Dear colleague,

Your capacitance bridge and your far-infrared spectrometer probe one response function of the electron sheet in two limits that do not commute.

**The sum.** Take $G_a(i\omega_n)=1/(i\omega_n-\xi_a)$, with $\xi$ counted from $\mu$, $\omega_n=(2n+1)\pi k_BT$ and bosonic $\Omega_m=2\pi m k_BT$, both energies. Partial fractions split the product of two propagators into single poles. Each pole sums to a Fermi function, and $f(\xi-i\Omega_m)=f(\xi)$, so

$$k_BT\sum_n G_a(i\omega_n+i\Omega)\,G_b(i\omega_n)=\frac{f(\xi_b)-f(\xi_a)}{i\Omega+\xi_b-\xi_a}.$$

Set $b=\mathbf k$, $a=\mathbf k+\mathbf q$, and sum over $\mathbf k$ per area with spin-valley degeneracy $g$. This is the bubble $\chi_0$, defined by $\delta n=\chi_0\,\delta V$ for a potential energy $\delta V$. I assume one parabolic subband of mass $m$ and free carriers, with $N_0=gm/2\pi\hbar^2$.

**Static limit.** At $\Omega=0$ the quotient tends to $\partial f/\partial\xi$ as $q\to0$, so $\chi_0\to-dn/d\mu$. From $n=N_0k_BT\ln(1+e^{\mu/k_BT})$,

$$\frac{dn}{d\mu}=N_0\,(1-e^{-x}),\qquad x=\frac{n}{N_0k_BT}=\frac{T_F}{T}.$$

**Uniform limit.** At $\Omega\neq0$ the numerator vanishes and the denominator does not. Substituting $\mathbf k\to-\mathbf k-\mathbf q$ in the second term gives $\chi_0=-g\int\frac{d^2k}{(2\pi)^2}\,2f_k\Delta/(\Omega^2+\Delta^2)$ with $\Delta=\xi_{\mathbf k+\mathbf q}-\xi_{\mathbf k}$. The angular mean of $\Delta$ is $\hbar^2q^2/2m$, hence $\chi_0\to-n\hbar^2q^2/m\Omega^2\to0$. A uniform potential commutes with the Hamiltonian: it changes $n$ only through a reservoir, which only the $m=0$ term represents. Since $\Omega_m$ is discrete, approaching zero frequency means continuing $i\Omega\to\hbar\omega+i0$. For $T\ll T_F$ and $q\ll k_F$ the function to be continued is $-N_0[1-|\Omega|/\sqrt{\Omega^2+(\hbar v_Fq)^2}]$, which depends only on the direction of approach to the origin.

The ratio of the two limits defines one velocity,

$$R=\frac{\chi_0(q,i\Omega)}{\chi_0(q,0)}\simeq\left(\frac{\hbar sq}{\Omega}\right)^2,\qquad s^2=\frac{n}{m\,dn/d\mu}=\frac{k_BT}{m}\,\frac{x}{1-e^{-x}},$$

valid for $\hbar sq\ll\Omega$.

**Inputs.** For GaAs, $g=2$ and the compiled mass $0.067\,m_e$ (0 K; Vurgaftman 2001), kept at all temperatures. For the Si(100) inversion layer, $g=4$ and a typical $0.19\,m_e$. For a GaN channel, $g=2$ and a typical $0.20\,m_e$. This gives $N_0=2.80$, $15.9$ and $8.35\times10^{13}$ cm$^{-2}$ eV$^{-1}$. Densities are illustrative, $C_Q=e^2\,dn/d\mu$, and $R$ is for $q=10^4$ cm$^{-1}$, $\Omega=\Omega_1$. All entries are the model's.

| Sheet | $n$ (cm$^{-2}$) | $T$ (K) | $x$ | $1-e^{-x}$ | $C_Q$ (µF/cm²) | $s$ ($10^7$ cm/s) | $R$ |
|---|---|---|---|---|---|---|---|
| GaAs | $2\times10^{11}$ | 4.2 | 19.7 | 1.00 | 4.5 | 1.4 | $1.6\times10^{-3}$ |
| GaAs | $2\times10^{11}$ | 77 | 1.08 | 0.66 | 3.0 | 1.7 | $7.1\times10^{-6}$ |
| GaAs | $2\times10^{11}$ | 300 | 0.276 | 0.24 | 1.1 | 2.8 | $1.3\times10^{-6}$ |
| Si(100) | $10^{12}$ | 77 | 0.949 | 0.61 | 16 | 0.98 | $2.4\times10^{-6}$ |
| GaN | $10^{13}$ | 300 | 4.63 | 0.99 | 13 | 3.3 | $1.7\times10^{-6}$ |

**Trend.** The static limit is $N_0$ times a function of $x$ alone. For $x\gg1$ it saturates at $N_0\propto gm$ and forgets the density, as in cold GaAs and in GaN. For $x\ll1$ it becomes $n/k_BT$ and forgets the band, which GaAs approaches at 300 K. Silicon carries five times the GaAs density yet is slightly less degenerate at 77 K, because its $gm$ is 5.7 times larger. The uniform limit contains only $n/m$. Continued to real frequency it is $+nq^2/m\omega^2$, and with $v_q=e^2/2\epsilon\epsilon_0q$ the condition $v_q\chi_0=1$ gives the plasmon $\omega_p^2=ne^2q/2\epsilon\epsilon_0m$, free of $T$ and $g$ at leading order in $q$. So warming GaAs cuts $C_Q$ fourfold and leaves the leading dynamic coefficient alone. The velocity $s$ runs from $v_F/\sqrt2$ to $\sqrt{k_BT/m}$, only a doubling for GaAs, so the fall of $R$ comes from $\Omega_1\propto T$.

**Scattering.** For $\omega\tau\ll1$ and mean free path short against $1/q$, the current $-(n\tau/m)\nabla(\mu+V)$ and continuity give $\chi=-(dn/d\mu)\,Dq^2/(Dq^2-i\omega)$ with $D=s^2\tau$ for energy-independent $\tau$. The limits still fail to commute. A typical room-temperature GaAs mobility of 8000 cm²/Vs means $\hbar/\tau=2.2$ meV, far above $\hbar sq=0.18$ meV, so the crossover there is diffusive. It lies far below $\Omega_1=162$ meV, so $R$ stands.

**Interactions.** These rival the static result itself. For a zero-thickness sheet at $T=0$, first-order exchange adds $\mu_x=-2e^2k_F/(4\pi^2\epsilon\epsilon_0)$ with $k_F=\sqrt{4\pi n/g}$, so that $d\mu/dn=(1-\eta)/N_0$ with $\eta=2/(\pi k_Fa_B^*)$ and $a_B^*=a_0\epsilon\,m_e/m$. I take the compiled $\epsilon=12.87$ for GaAs (300 K; Rakita 2019), a typical 9.5 for GaN, and 7.8 for silicon, the mean of typical values 11.7 (Si) and 3.9 (SiO$_2$). Then $\eta=0.56$, $0.32$ and $1.7$ for GaAs, GaN and Si at the tabulated densities, and GaAs reaches $\eta=1$ at $6.2\times10^{10}$ cm$^{-2}$. With Boltzmann occupations the relative reduction of $d\mu/dn$ is $\sqrt{\pi/2}\,x^{3/2}/k_Fa_B^*$, about 0.16 for GaAs at 300 K. Classical correlation is of similar size there, the coupling $e^2\sqrt{\pi n}/(4\pi\epsilon\epsilon_0k_BT)$ being 0.34. Finite thickness softens exchange and adds a structure-dependent Hartree term.

As typical knowledge, a cold GaAs sheet at this density has $d\mu/dn$ below the model's by tens of per cent up to a factor of two, hence a larger $C_Q$, and it turns negative at lower density. For GaN expect the same direction and a smaller miss. For silicon, with $\eta>1$ in the cold limit, the tabulated $C_Q$ is a scale only, and the sign itself is not safe on cooling. The uniform limit is protected: for a parabolic band without disorder, Galilean invariance keeps the coefficient $nq^2/m\omega^2$ at the band mass whatever the electron-electron interaction. Your plasmon dispersion therefore yields $n/m$ once the dielectric surroundings are known, while your bridge yields a $dn/d\mu$ that carries the many-body physics.